Double the displacement of an ion held by an ideal spring and the force doubles, while the energy quadruples. In BaLiF₃ the lithium ions follow this counting closely. Between shifts of 0.15 and 0.3 Å the force grows by a factor of 2.2 and the energy by 4.2. The small excess over 2 and 4 shows that the spring stiffens as it is pushed.

Ansatz 0.2.0 plane-wave PAW calculations (LDA, scalar-relativistic, 420 eV cutoff, 6×6×6 k mesh) for cubic perovskite BaLiF₃, with a = 3.989 Å, not relaxed at this level. The whole Li sublattice is shifted along Cartesian [1 1 0] with all other atoms fixed. Energies are free energies relative to the undisturbed cell; positive pressure means compression.

```
displacement (Å)  energy change (eV a cell)  force along direction (eV/Å summed over the moved atoms)  pressure (GPa)  gap on mesh (eV)
            -0.3                      0.143                                                     1.022           -4.90             6.514
           -0.15                      0.034                                                     0.458           -5.71             6.555
               0                      0.000                                                     0.000           -5.98             6.569
           0.075                      0.008                                                    -0.222           -5.91             6.565
           0.225                      0.078                                                    -0.721           -5.38             6.538
          0.2625                      0.107                                                    -0.867           -5.16             6.527
```

Symmetry is behind this counting, and the pressure and the gap follow it too: their changes at 0.3 Å are about four times those at 0.15 Å. Lithium sits at the centre of an octahedron of six fluorines, so a shift one way along this line is equivalent to the same shift the other way. Energy, pressure and gap, if they vary smoothly, must therefore start with the square of the displacement. The two ends of the scan differ only because −0.3 Å lies farther from the centre than 0.2625 Å. The undisturbed cell is cubic; a shift lowers its symmetry.

The well has its minimum at the centre because the electron clouds of lithium and fluorine repel each other at short range. Electrostatics argues for this: point charges alone cannot hold an ion in a stable position, and for a whole lithium sublattice at a cubic site they push it off centre. The repulsion has to overcome that push. Here it does, since the energy rises at every shifted point and the force points back to the centre.

A bead on a straight line between two fixed, repelling neighbours shows why the spring stiffens. If each repulsion falls exponentially with distance, a shift multiplies the push from the near neighbour by some factor and divides the push from the far one by the same factor. The restoring force is the difference between the two pushes, and under this rule it grows faster than the shift itself. The picture covers only the contacts along the line; it leaves out barium and the fluorines beside the path.

The crystal has two such lines, because the shift runs diagonally between two Li–F directions. At 0.3 Å two Li–F distances have shrunk from 1.99 to 1.80 Å, two have stretched to 2.22 Å, and the last two have barely changed. Lithium thus runs into two fluorines at once.

The forces on the other atoms show where the stiffening arises. They balance the force on lithium, so its restoring force can be divided among them. Per ångström of shift, the total rises by 0.45 eV/Å between 0.075 and 0.3 Å. One force component on two of the fluorines rises by 0.54 eV/Å, more than the whole, while their other in-plane component falls by 0.14 eV/Å. Barium balances more than a third of the force at every shift, but it and the third fluorine add little to the rise.

The steep component is the one along the Li–F contacts, as the bead picture suggests. Symmetry identifies it: the shift has equal parts along two cubic axes, so for small shifts the force components along these axes that lie at right angles to a fluorine's own Li–F line must all be equal. On the third fluorine, whose line is perpendicular to the shift, each in-plane component is 0.0365 eV/Å at 0.075 Å. The flatter component on the other two nearly matches it at 0.036 eV/Å, while the steep one is still only 0.0235 eV/Å.

A perfect spring is still a good first estimate. The force at 0.075 Å gives a spring constant of 2.96 eV/Å², and half of this times the square of 0.3 Å is 0.133 eV. The full calculation gives 0.143 eV at that distance, a point not used to set the spring. The estimate is 7 % below the calculated energy, and the shortfall is the price of the stiffening.

The pressure tells how the well would change in a neighbouring scan with a slightly smaller cell. Pressure is the energy gained per unit of volume removed, so its change with the shift measures how fast the cost of that shift grows on compression. At 0.3 Å it has risen by 1.08 GPa. Multiplied by the cell volume, 3.989³ = 63.5 Å³, and by 0.0062 eV per GPa Å³, this is about 0.43 eV, three times the energy change itself. The cost therefore grows roughly as the inverse cube of the volume: a cell edge 1 % shorter makes the same fractional shift about 9 % dearer.

So strong a dependence fits a well made by close contacts, since a bare Coulomb energy changes only as the inverse cube root of the volume. The direction of the stress agrees. At 0.3 Å the stress rises by 1.49 GPa along each of the two axes that share the shift, but by only 0.27 GPa along the third. The starting pressure of −5.98 GPa suggests that this LDA calculation would prefer a smaller cell, in which the well would be stiffer than the one tabulated. That absolute pressure is less certain than its change with the shift: the PAW datasets were made for PBE, not LDA, and the finite cutoff may add an error of its own. Neither effect was tested.

The gap narrows by only 0.055 eV at 0.3 Å. A plausible cause, untested here, is that the fluorines are no longer all equivalent, so that their filled 2p levels spread and the highest of them moves up. LDA is known to make fluoride gaps too small. Much of that error should be common to all rows, so the change deserves more trust than the gap itself.

For lithium transport, the energies must not be read as hopping barriers. Every lithium in the crystal moves together while the other atoms stay fixed, whereas a hopping ion moves alone and its neighbours make way. What the scan measures is how firmly the rigid surroundings, barium included, centre the lithium sublattice along this one direction. The printed analysis after this text lists the force shares for the separate shifts.

Printed output of the fit:

```
Force per displacement in eV/A^2 and its parts (undefined at zero shift and printed there as 0):
     row  total on Li     Ba  two F steep component  two F other component  third F
    -0.3        3.407  1.186                  0.981                 0.5416   0.6991
   -0.15        3.053  1.156                 0.5525                 0.6543   0.6911
     0.0            0      0                      0                      0        0
   0.075         2.96  1.148                 0.4431                 0.6788   0.6883
   0.225        3.204  1.168                 0.7335                 0.6097   0.6945
  0.2625        3.303  1.177                 0.8491                 0.5792   0.6966
Rise of force per displacement from 0.075 to 0.3 A [eV/A^2]: 0.4467
The same rise [%]: 15.09
Part of the rise from Ba [eV/A^2]: 0.03771
Part from the steep component on two F [eV/A^2]: 0.5379
Part from the other in-plane component on these F [eV/A^2]: -0.1372
Part from the third F [eV/A^2]: 0.01084
Energy at 0.3 A if the spring stayed as at 0.075 A [eV]: 0.1332
Energy change at 0.3 A over that at 0.15 A: 4.206
Force at 0.3 A over that at 0.15 A: 2.231
Pressure change at 0.3 A over that at 0.15 A: 4
Gap drop at 0.3 A over that at 0.15 A: 3.929
Pressure change at 0.3 A [GPa]: 1.08
Gap drop at 0.3 A [eV]: 0.055
Smallest volume exponent of the well energy beyond 0.1 A: 2.992
Largest volume exponent of the well energy beyond 0.1 A: 3.146
Two shortened Li-F distances at 0.3 A [A]: 1.795
Two lengthened Li-F distances at 0.3 A [A]: 2.217
Two Li-F distances across the shift at 0.3 A [A]: 2.017
Change of each in-plane normal stress at 0.3 A [GPa]: 1.486
Change of the normal stress across the plane at 0.3 A [GPa]: 0.2674
```
